# Revivals in a box, worked with three levels

**Student:** A packet in a box spreads until it fills the box. You said in the lecture that it reassembles exactly. I would like to see that in a case small enough to check by hand.

**Lecturer:** Take an electron of effective mass $m$ between infinite walls at $x=0$ and $x=L$, and put $\theta=\pi x/L$. The eigenstates and levels are

$$u_n=\sqrt{2/L}\,\sin n\theta,\qquad E_n=n^2E_1,\qquad E_1=\frac{\pi^2\hbar^2}{2mL^2},\qquad n=1,2,\dots$$

Each amplitude $c_n$ picks up $e^{-iE_nt/\hbar}$. Define

$$T=\frac{2\pi\hbar}{E_1}=\frac{4mL^2}{\pi\hbar},\qquad \tau=t/T .$$

The phase factor is then $e^{-2\pi i n^2\tau}$. At $\tau=1$ it equals 1 for every $n$, because $n^2$ is an integer, so every state returns. For numbers take a GaAs layer with $L=50$ nm and the compiled mass $m=0.067\,m_e$ (0 K, Vurgaftman 2001). Then $E_1=3.597\times10^{-22}$ J $=2.245$ meV, $E_2=8.980$ meV, $E_3=20.20$ meV and $T=1.842$ ps. The free motion along the layer separates in this model, and we follow the factor that depends on $x$.

**Student:** Then two levels will do.

**Lecturer:** Two levels prove nothing. Any two-level state returns, up to an overall phase, after one Bohr period, whatever the spectrum. Levels 1 and 2 differ by $3E_1$ and return at $T/3$, levels 2 and 3 differ by $5E_1$ and return at $T/5$. With all three, $3\tau$ and $5\tau$ must both be integers. Then $2\cdot3\tau-5\tau=\tau$ is an integer too, so nothing earlier than $T$ works. Three is the smallest number of levels for which the return depends on the form of the spectrum. Choose $c_n\propto\sin(n\pi/4)$, the projection of a spike at $L/4$ on the three levels:

$$c=\left(\tfrac12,\tfrac1{\sqrt2},\tfrac12\right),\qquad \psi(x,0)=\sqrt{\tfrac2L}\,\sin2\theta\left(\cos\theta+\tfrac1{\sqrt2}\right),$$

where I used $\sin\theta+\sin3\theta=2\sin2\theta\cos\theta$. At later times

$$\psi=\sqrt{\tfrac2L}\left[\tfrac12e^{-2\pi i\tau}\sin\theta+\tfrac1{\sqrt2}e^{-8\pi i\tau}\sin2\theta+\tfrac12e^{-18\pi i\tau}\sin3\theta\right].$$

The three states are eigenstates of the full box, so this is an exact solution and no truncation is involved.

**Student:** Is that a packet at all, with so few modes?

**Lecturer:** Compute it. The matrix elements are $x_{12}=-16L/9\pi^2$, $x_{23}=-48L/25\pi^2$, $x_{13}=0$, $x_{nn}=L/2$, and $2c_1c_2=2c_2c_3=1/\sqrt2$. Hence

$$\langle x\rangle=\frac L2-\frac{L}{\sqrt2\,\pi^2}\left[\frac{16}{9}\cos6\pi\tau+\frac{48}{25}\cos10\pi\tau\right].$$

The integrals of $u_1u_2$, $u_2u_3$ and $u_1u_3$ over the left half are $4/3\pi$, $4/5\pi$ and 0, so the probability there is

$$P_{\rm left}=\frac12+\frac{2\sqrt2}{\pi}\left[\frac{\cos6\pi\tau}{3}+\frac{\cos10\pi\tau}{5}\right].$$

At $\tau=0$ the packet is centred at 11.75 nm with rms width 5.4 nm, and $P_{\rm left}=0.9802$. Two overlaps tell the rest. $A=\sum c_n^2e^{-2\pi in^2\tau}$ is the overlap with the initial state, and $M=\sum(-1)^nc_n^2e^{-2\pi in^2\tau}$ is the overlap with $-\psi(L-x,0)$, since $u_n(L-x)=(-1)^{n+1}u_n(x)$. Squaring,

$$|A|^2,\ |M|^2=\tfrac38\pm\tfrac14\cos6\pi\tau\pm\tfrac14\cos10\pi\tau+\tfrac18\cos16\pi\tau,$$

upper signs for $A$.

| $\tau$ | $t$ (ps) | $\lvert A\rvert^2$ | $\lvert M\rvert^2$ | $\langle x\rangle$ (nm) | $P_{\rm left}$ |
|---|---|---|---|---|---|
| 0 | 0 | 1.0000 | 0.0000 | 11.75 | 0.9802 |
| 1/8 | 0.230 | 0.1464 | 0.8536 | 34.37 | 0.1605 |
| 1/4 | 0.461 | 0.5000 | 0.5000 | 25.00 | 0.5000 |
| 1/3 | 0.614 | 0.4375 | 0.1875 | 22.07 | 0.7101 |
| 1/2 | 0.921 | 0.0000 | 1.0000 | 38.25 | 0.0198 |
| 1 | 1.842 | 1.0000 | 0.0000 | 11.75 | 0.9802 |

**Student:** The row at one half is the mirror image. Is that special to your coefficients?

**Lecturer:** No. At $\tau=1/2$ the phase is $e^{-i\pi n^2}=(-1)^n$, because $n^2$ and $n$ have the same parity. Reflection gives $(-1)^{n+1}$. Therefore, for any state,

$$\psi(x,T/2)=-\psi(L-x,0).$$

In the model the phases $(-1,+1,-1)$ give $\sin2\theta\,(1/\sqrt2-\cos\theta)$, which is what you get from $\theta\to\pi-\theta$ and a minus sign. The only accident of my coefficients is $|A|^2=0$ at that time: the weights on odd and even $n$ are equal, so the packet is orthogonal to its mirror image.

**Student:** You also wrote $T=2nT_{\rm cl}$. A time fixed by $m$ and $L$ can't depend on $n$.

**Lecturer:** It doesn't; $T_{\rm cl}$ does. A classical particle with momentum $\bar n\pi\hbar/L$ goes there and back in $T_{\rm cl}=2L/v=2mL^2/\bar n\pi\hbar=T/2\bar n$. In the spectrum, write $n=\bar n+k$, so $n^2=\bar n^2+2\bar nk+k^2$. The first term is an overall phase, the linear term repeats after $T/2\bar n$, and the $k^2$ term spoils that repetition until $\tau=1$. For $\bar n=2$, $v=2.171\times10^5$ m/s and $T_{\rm cl}=T/4=0.461$ ps. You can see both times in $\langle x\rangle$. Its two amplitudes, $16/9$ and $48/25$, are nearly equal, and $\cos6\pi\tau+\cos10\pi\tau=2\cos8\pi\tau\cos2\pi\tau$. The carrier $\cos8\pi\tau$ has period $T_{\rm cl}$. The envelope $\cos2\pi\tau$ vanishes at $T/4$, is reversed at $T/2$ and restored at $T$. With $\bar n$ this small the classical motion collapses within its first period.

**Student:** Now an objection. States are supposed to recur at $T/8$, and your table gives 0.1464 there.

**Lecturer:** Only states even about the centre do, and ours is not one. Even states contain odd $n=2j+1$, for which $n^2=4j(j+1)+1$. Since $j(j+1)$ is even, $n^2\equiv1 \pmod 8$, and at $\tau=1/8$ all components share the phase $e^{-i\pi/4}$:

$$\psi_{\rm even}(x,T/8)=e^{-i\pi/4}\psi_{\rm even}(x,0).$$

It is a recurrence up to that phase. In the model the even part is $\sin2\theta\cos\theta$, of weight one half, and it returns with $e^{-i\pi/4}$, while $n=2$ has phase $-1$. The direct overlap is half the sum of these two phases and the mirror overlap half their difference: $|A|^2=\tfrac14|e^{-i\pi/4}-1|^2=\tfrac12-\tfrac{\sqrt2}4$ and $|M|^2=\tfrac14|e^{-i\pi/4}+1|^2=\tfrac12+\tfrac{\sqrt2}4$.

**Student:** By your own rule, levels 1 and 3 alone prove nothing.

**Lecturer:** Correct. The smallest real test is $n=1,3,5$, with differences 8 and 24. Likewise states odd about the centre have even $n$, $n^2\equiv0\pmod4$, and recur at $T/4$ with phase exactly 1.

**Student:** And the fractional times? At $T/4$ the mean position is the centre, which could just mean the packet is smeared out.

**Lecturer:** It is two sharp copies. The general argument is short. Extend $\psi(x,0)$ to a function $\tilde\psi$ on the whole line that is odd and has period $2L$; the sine series does this by itself. It is a sum of waves $e^{in\theta}$ with both signs of $n$. At $\tau=p/q$, with $p$ and $q$ coprime, the phase $e^{-2\pi ipn^2/q}$ is periodic in $n$ with period $q$, so it has a finite Fourier series:

$$e^{-2\pi ipn^2/q}=\sum_{s=0}^{q-1}w_s\,e^{-2\pi ins/q},\qquad w_s=\frac1q\sum_{n=0}^{q-1}e^{-2\pi i(pn^2-ns)/q}.$$

The $w_s$ are Gauss sums. Multiplying $e^{in\theta}$ by $e^{-2\pi ins/q}$ shifts $x$ by $2Ls/q$, so

$$\psi(x,pT/q)=\sum_{s=0}^{q-1}w_s\,\tilde\psi\!\left(x-\frac{2Ls}{q}\right).$$

For the size of the weights, write $|w_s|^2$ as a double sum over $n$ and $n+d$. The exponent is $-2\pi i[p(2nd+d^2)-ds]/q$, and the sum over $n$ gives $q$ if $2pd\equiv0\pmod q$ and zero otherwise. For odd $q$ only $d=0$ survives and $|w_s|^2=1/q$. For even $q$, $d=q/2$ survives as well and $|w_s|^2=[1+(-1)^{s+pq/2}]/q$. So there are $q$ copies for odd $q$ and $q/2$ for even $q$, all of equal weight.

**Student:** Run it on the model.

**Lecturer:** Take $p=1$ throughout. For $q=2$, $w_0=0$ and $w_1=1$, and $\tilde\psi(x-L)=-\psi(L-x,0)$ by oddness: the mirror revival. For $q=4$, $w_0=(1-i)/2$ and $w_2=(1+i)/2$, so

$$\psi(x,T/4)=\tfrac{1-i}2\,\psi(x,0)-\tfrac{1+i}2\,\psi(L-x,0).$$

Odd $n$ then gets $\frac{1-i}2-\frac{1+i}2=-i$ and even $n$ gets 1, which are the phases $(-i,1,-i)$ of our three levels. The two weights differ in phase by $\pi/2$, so for a real initial state the cross term drops out and the density is the average of the packet and its mirror image, here $(2/L)\sin^22\theta\,(\cos^2\theta+\frac12)$. For $q=8$ the weights are $w_0=-w_4=e^{-i\pi/4}/2$ and $w_2=w_6=1/2$: four copies spaced by $L/2$. An even state has $\tilde\psi(x-L)=-\tilde\psi(x)$, so copies 2 and 6 cancel and copies 0 and 4 add to $e^{-i\pi/4}\psi$. The early recurrence is a fourfold fractional revival in which symmetry merges the copies.

**Student:** For $q=3$ I see two problems. A copy shifted by $2L/3$ does not vanish at the walls. And three equal copies should give $|A|^2=1/3$, where the table has 0.4375.

**Lecturer:** The sums give $w_0=-i/\sqrt3$ and $w_1=w_2=e^{i\pi/6}/\sqrt3$. In general $w_s=w_{q-s}$, because the phase is even in $n$, so shifts come in pairs $\pm\phi$, and $\sin n(\theta-\phi)+\sin n(\theta+\phi)=2\cos n\phi\,\sin n\theta$ vanishes at the walls. With $\phi=2\pi/3$ the pair multiplies our coefficients by $(-1,-1,2)$. The phases become $w_0-w_1=e^{-2\pi i/3}$ for $n=1,2$ and $w_0+2w_1=1$ for $n=3$, as $n^2=1,4,9$ requires. That answers the first problem. For the second, the value $1/3$ needs copies that do not overlap. On the ring of length $2L$ the extension has the packet at $x_0=11.75$ nm and its negative image at $-x_0$. The three shifts make six lumps, of which three fall in the box, at $x_0$, at $2L/3-x_0=21.58$ nm and at $2L/3+x_0=45.09$ nm. The first two are less than two widths apart. The overlap of the pair with the initial state is $-\frac14-\frac12+\frac12=-\frac14$, so $A=w_0-w_1/4=-\frac18-\frac{3\sqrt3}8i$ and $|A|^2=7/16$. The identity is exact for any state; seeing separate lumps needs a packet narrow compared with their spacing, and so more levels.

**Student:** Does any of this survive in two dimensions?

**Lecturer:** It does when all levels are integer multiples of one energy. The square of side $L$ has $E=(n_x^2+n_y^2)E_1$, with integers $2,5,8,10,\dots$ whose differences 3 and 8 are coprime, so $T$ is the same 1.842 ps. At $T/2$ both coordinates are mirrored and the two signs cancel: $\psi(x,y,T/2)=\psi(L-x,L-y,0)$. A rectangle with an irrational ratio of squared sides has no exact revival of a general state.

For the equilateral triangle of side $a$, extend oddly across the sides. The reflections tile the plane. Two reflections in parallel lines one height $\sqrt3a/2$ apart make a translation by $\sqrt3a$ with sign $+1$, so the extension is periodic on a hexagonal lattice of constant $\sqrt3a$. Its reciprocal lattice is spanned by $\mathbf b_1,\mathbf b_2$ of length $4\pi/(\sqrt3\cdot\sqrt3a)=4\pi/3a$, pointing along two sides at $60^\circ$. An eigenstate is the signed sum of the six waves generated from $\mathbf k=j\mathbf b_1+l\mathbf b_2$ by the mirrors through one vertex. It vanishes if $\mathbf k$ lies along a mirror, which leaves $j,l\ge1$ and

$$E_{jl}=\frac{\hbar^2}{2m}\left(\frac{4\pi}{3a}\right)^2(j^2+jl+l^2),\qquad T_\triangle=\frac{2\pi\hbar\cdot2m}{\hbar^2}\frac{9a^2}{16\pi^2}=\frac{9ma^2}{4\pi\hbar}.$$

The integers begin $3,7,7,12$; the differences 4 and 9 are coprime, so three distinct levels again fix the period. For $a=50$ nm, $T_\triangle=\frac9{16}T=1.036$ ps. There is a fractional revival too. Since $j^2+jl+l^2=(j-l)^2+3jl$, the phase at $T_\triangle/3$ is $e^{-2\pi i(j-l)^2/3}$, while a rotation by $120^\circ$ about the centroid multiplies the six-wave state by $e^{\pm2\pi i(j-l)/3}$, the sign set by the sense of rotation. The state is then three rotated copies with the same weights $w_0,w_1,w_2$ as for $q=3$.

**Student:** All of it hangs on $n^2$. A GaAs layer has neither a parabolic band nor infinite walls.

**Lecturer:** Then size each departure. For the band, assume the two-band Kane form $E(1+\alpha E)=\hbar^2k^2/2m$ with $\alpha\approx1/E_g$. The compiled gap 1.519 eV (0 K, Vurgaftman 2001) gives $\alpha=0.658$ eV$^{-1}$. To first order $E_n=E_1(n^2-\epsilon n^4)$ with $\epsilon=\alpha E_1=1.48\times10^{-3}$. At $T$ the pairs (1,2), (2,3), (1,3) have slipped by $2\pi\epsilon$ times 15, 65 and 80, that is 0.14, 0.60 and 0.74 rad. With these as the cosine arguments $|A(T)|^2=0.92$, and with half of them $|M(T/2)|^2=0.98$.

Most of that is a delay. At $t=T(1+\eta)$ the residual phases are $\varphi_n=2\pi(\eta n^2-\epsilon n^4)$, and for small phases $1-|A|^2$ is their variance over the weights $(\frac14,\frac12,\frac14)$. The variance of $n^2$ is $33/4$, that of $n^4$ is $3825/4$, and their covariance is $345/4$. The minimum lies at $\eta=\frac{345}{33}\epsilon=\frac{115}{11}\epsilon=0.015$, and the loss left there is $\frac{600}{11}(2\pi\epsilon)^2=0.005$. The revival comes later and is nearly complete, but it is no longer exact, since the two Bohr frequencies have left the ratio 3:5. The slips grow as $n^4$; at $n=10$, $\alpha n^2E_1=0.148$ and the expansion itself is doubtful.

**Student:** And the walls?

**Lecturer:** Assume a barrier $V_0=0.30$ eV, of the order typical for AlGaAs, and the same mass outside. Matching gives $kL=n\pi-2\arcsin(k/k_0)$ with $k_0=\sqrt{2mV_0}/\hbar$, here $1/k_0=1.38$ nm. The linear term of the arcsine replaces $L$ by $L_{\rm eff}=L+2/k_0=52.75$ nm, which keeps the $n^2$ law and stretches $T$ to 2.05 ps. The cubic term gives $\delta k=-k^3/3k_0^3L_{\rm eff}$, hence another $n^4$ coefficient $\epsilon_b=2\pi^2/3(k_0L_{\rm eff})^3=1.2\times10^{-4}$, an order of magnitude below the band's. With both corrections the model's revival is near 2.1 ps, where the ideal box gave 1.842 ps, and the assumed barrier sets most of that shift. Width variations matter as well: one monolayer, typically 0.28 nm, changes $E_1$ by $2\delta L/L=0.011$ and slips the (1,3) pair by 0.56 rad at $T$. Regions of different width each revive, at different times.

**Student:** So a three-level packet in a real layer would revive near 2 ps.

**Lecturer:** Only for a lone electron that does not scatter, and these two conditions are the hard ones. The compiled LO phonon frequency is 293 cm$^{-1}$ (Han 2011), or 36.3 meV. In the ideal box $E_3-E_1=17.96$ meV and $E_4-E_1=33.67$ meV lie below it, and $E_5-E_1=53.88$ meV lies above. A cold electron with little motion along the layer cannot emit an LO phonon from our three levels. From $n=5$ up it can, in a typical time of order 1 ps, which is shorter than $T$. The narrow packets that would show separate copies, and even the $n=1,3,5$ test, need those levels.

Charge is the larger worry. With the compiled static dielectric constant $\varepsilon_r=12.87$ (300 K, Rakita 2019), a hole left at distance $L$ by optical excitation contributes $e^2/4\pi\varepsilon_0\varepsilon_rL=2.24$ meV, as large as $E_1$. An assumed sheet density $n_s=10^{15}$ m$^{-2}$, spread evenly across a symmetrically doped layer, raises the centre above the edges by $e^2n_sL/8\varepsilon_0\varepsilon_r=8.8$ meV, more than $E_2-E_1=6.73$ meV. Such a hump lifts level 1, which peaks at the centre, more than level 2, which has a node there, so it narrows their spacing and destroys the ratio 3:5. The times 1.842 ps and 2.1 ps belong to the one-electron model of an empty layer; for a doped or optically pumped layer the levels have to be recomputed with the Coulomb terms, and the integer spectrum cannot be assumed.